**Problem.** Hexanal is to be described by TDDFT. The aims are its lowest absorption to 0.1 eV, perhaps to 0.05 eV, and its polarisability to a few per cent. In the table S1 and T1 are the vertical energies of the lowest singlet and triplet, $f$ is an oscillator strength, and the exchange column is the share of exact exchange at large electron separation.

Hexanal (SMILES CCCCCC=O) at the gas-phase PBE0-D3(BJ)/def2-SVP geometry, computed with PySCF 2.14.0 and density fitting. Vertical excitations are from TDDFT (singlets; ten roots, six for PBE0/def2-SVPD) and its Tamm-Dancoff form (triplets), with core orbitals frozen; the polarisability is the isotropic mean. Solvents are IEF-PCM continua, non-equilibrium for the excitations.

```csv
functional,basis,solvent,"exact exchange, long range (%)",S1 (eV),T1 (eV),brightest singlet (eV),its f,polarisability (bohr^3)
CAM-B3LYP,def2-SVPD,none,65,4.38,3.78,8.08,0.08,77.6
LC-wPBE,def2-SVPD,none,100,4.37,3.72,8.90,0.13,75.6
wB97X-D,def2-SVPD,none,100,4.40,3.85,9.11,0.11,77.6
PBE0,6-31+G(d),none,25,4.42,3.79,6.77,0.04,73.2
PBE0,6-31G(d),none,25,4.45,3.79,9.14,0.11,66.2
PBE0,aug-cc-pVDZ,none,25,4.35,3.71,6.77,0.04,80.0
PBE0,def2-SVP,none,25,4.42,3.74,8.94,0.07,68.4
PBE0,def2-SVPD,none,25,4.38,n/a,7.58,0.04,78.2
PBE0,def2-TZVP,none,25,4.39,3.75,7.89,0.06,76.4
PBE0,def2-SVPD,benzene,25,4.42,n/a,7.70,0.06,88.0
PBE0,def2-SVPD,methanol,25,4.50,n/a,7.78,0.06,103.1
```

**(a) The Kohn-Sham HOMO-LUMO gaps of the four gas-phase def2-SVPD runs span 5.29 eV. How much does the functional matter for S1, and why?**

*Solution.* It hardly matters: S1 spans 0.03 eV, or 2 nm, inside both targets. The state is the dark $n\to\pi^*$ excitation. Where orbital populations were examined, the HOMO lies mainly on oxygen and the LUMO on the C=O group, so hole and electron share one bond.

Theory explains the contrast with the gap. Replacing semilocal by exact exchange lowers the HOMO and raises the LUMO, in these runs by similar amounts. For a compact pair like this one, the two shifts together widen the gap by roughly the exchange share times the electron-hole attraction, and the response calculation subtracts that same product again. For an electron and hole far apart the attraction is weak while the gap still widens, so the cancellation would be expected to fail and the functional to matter. A range-separated functional applies a share $c_s$ at short distance and $c_l$ at long distance, switched by $\mathrm{erf}(\omega r)$. If the electron-hole separation is distributed as $e^{-r^2/s^2}$, averaging $1/r$ and $\mathrm{erf}(\omega r)/r$ gives, in atomic units,

$$\text{gap}-S_1=\frac{2}{\sqrt\pi}\left[\frac{c_s}{s}+\frac{c_l-c_s}{\sqrt{s^2+\omega^{-2}}}\right]-b ,$$

where $b$ collects the exchange integral of the pair and the semilocal kernel. It is treated as one constant, although the kernel's part changes with the functional.

Least squares on the four functionals gives $s=3.01$ bohr and $b=0.14$ eV. For wB97X-D, one of the fitted rows, the definition is $c_s\approx0.22$, $c_l=1$, $\omega=0.2$ bohr$^{-1}$:

$$\frac{2}{\sqrt\pi}\,(27.2\ \text{eV})\left[\frac{0.22}{3.01}+\frac{0.78}{\sqrt{9.06+25}}\right]-0.14=30.7\times0.207-0.14=6.21\ \text{eV},$$

against 6.22 eV from the run. With unrounded inputs the four residuals lie within the rounding of S1, but two constants on four points make that a modest feat. The constants trade against each other and carry no separate meaning, and the exchange term is built into the calculation, so the fit rationalises the result without testing it.

The useful lesson is that the printed long-range share is a poor guide for a compact state. LC-wPBE and wB97X-D both reach 100 %, yet a straight line in that share misses their gap − S1 by 0.7 to 0.8 eV, because at a few bohr wB97X-D has switched on much less of its long-range part. All four functionals need exact exchange and scale alike, so these rows give no reason to prefer another of them to PBE0 for S1. Their agreement shows insensitivity and could hide a shared error; one conformer at a fixed geometry without vibrational averaging is also not a band maximum. T1 is somewhat more sensitive, 0.13 eV among the range-separated three, and S1 − T1 mixes full TDDFT with Tamm-Dancoff.

**(b) Which basis should be bought for S1, for the polarisability and for the bright states, and at what cost?**

*Solution.* Counting functions from the recalled contraction patterns gives $N=122$ for 6-31G(d) and 289 for def2-TZVP, the largest set. With effort scaling as $N^3$ to $N^4$, that is a factor of very roughly 13 to 30. Over this range S1 at PBE0 moves by only 0.10 eV, as befits a valence state. 6-31G(d) therefore sits at the edge of the looser target, 6-31+G(d) and def2-SVP meet only that one, while def2-SVPD and def2-TZVP stay within the tighter one relative to aug-cc-pVDZ, which has the lowest S1 but is no basis limit.

The polarisability behaves differently, because a field distorts the outer tails of the density most easily, and standard theory says these need diffuse functions. Relative to aug-cc-pVDZ, 6-31G(d) is 17 % low. The comparison that shows the point is def2-SVPD, 2.2 % low, against the larger def2-TZVP, 4.5 % low at about twice the cost. 6-31+G(d), which has diffuse s and p functions on the heavy atoms only and no p functions on hydrogen, is still 8.5 % low.

For a few per cent, then, a set with diffuse polarisation functions, such as def2-SVPD, is the better purchase; the rows do not separate the part of hydrogen from that of the heavy atoms. Only at that stage does the functional count: LC-wPBE lies 3.3 % below PBE0, the other two 0.8 % below, and the long-range share does not order them.

The brightest singlet gives no usable step sizes, since it is not one state. It is the strongest among six roots in the PBE0/def2-SVPD rows and among ten elsewhere. It is mainly HOMO to LUMO+2 in gas-phase PBE0 with def2-SVPD and def2-TZVP, but in wB97X-D it is the last root, from deeper orbitals into the LUMO. In six of the eight PBE0 rows it lies above $-\varepsilon_\text{HOMO}$, the ionisation threshold of the functional, where states depend strongly on the basis; the range-separated rows lie below theirs. Work in this region needs diffuse functions, range separation, more roots and an assignment by character.

**(c) When must the solvent be included, and can the solvent rows be used for the polarisability?**

*Solution.* Methanol raises S1 by 0.12 eV, the largest single step for this state, and benzene by 0.04 eV. The first breaks even the looser target, and the second is only a few rounding units. The standard explanation is that the excitation moves charge from oxygen towards carbon and shrinks the dipole, so the solvent, polarised for the ground state, stabilises the upper state less. The runs agree in that the orbital gap widens by nearly the same amounts.

The relevant field is the ground-state reaction field, proportional to $f_\varepsilon\mu$ with $f_\varepsilon=2(\varepsilon-1)/(2\varepsilon+1)$, where $\mu$ is the dipole in solution and $\varepsilon$ the static dielectric constant. A line through the origin, fitted to the two shifts by least squares, matches them within 0.01 eV; the optical constants miss by up to 0.05 eV. Linear response leaves out the adjustment of the solvent's electrons to the dipole of the excited state, which would be expected to lower S1 somewhat in both solvents. Since $f_\varepsilon$ is already 0.955 in methanol and cannot exceed 1, a more polar continuum would add little. Hydrogen bonds from methanol to the oxygen lone pair lie outside the continuum and would be expected to enlarge the shift.

The solvent polarisabilities contain the response of the continuum and do not belong to the molecule alone. In an Onsager sphere of radius $a$ the induced dipole is amplified to $\alpha/(1-f_\varepsilon\alpha/a^3)$. Fixing $\alpha/a^3=0.243$ on benzene predicts $78.2/(1-0.955\times0.243)=101.8$ bohr$^3$ for methanol, which was not fitted, 1.3 % below the table. This identifies the column as a static response. It can serve for slow fields once the applied field has been converted to the field in the cavity, but not for refraction or dispersion, for which the gas-phase rows are the starting point.
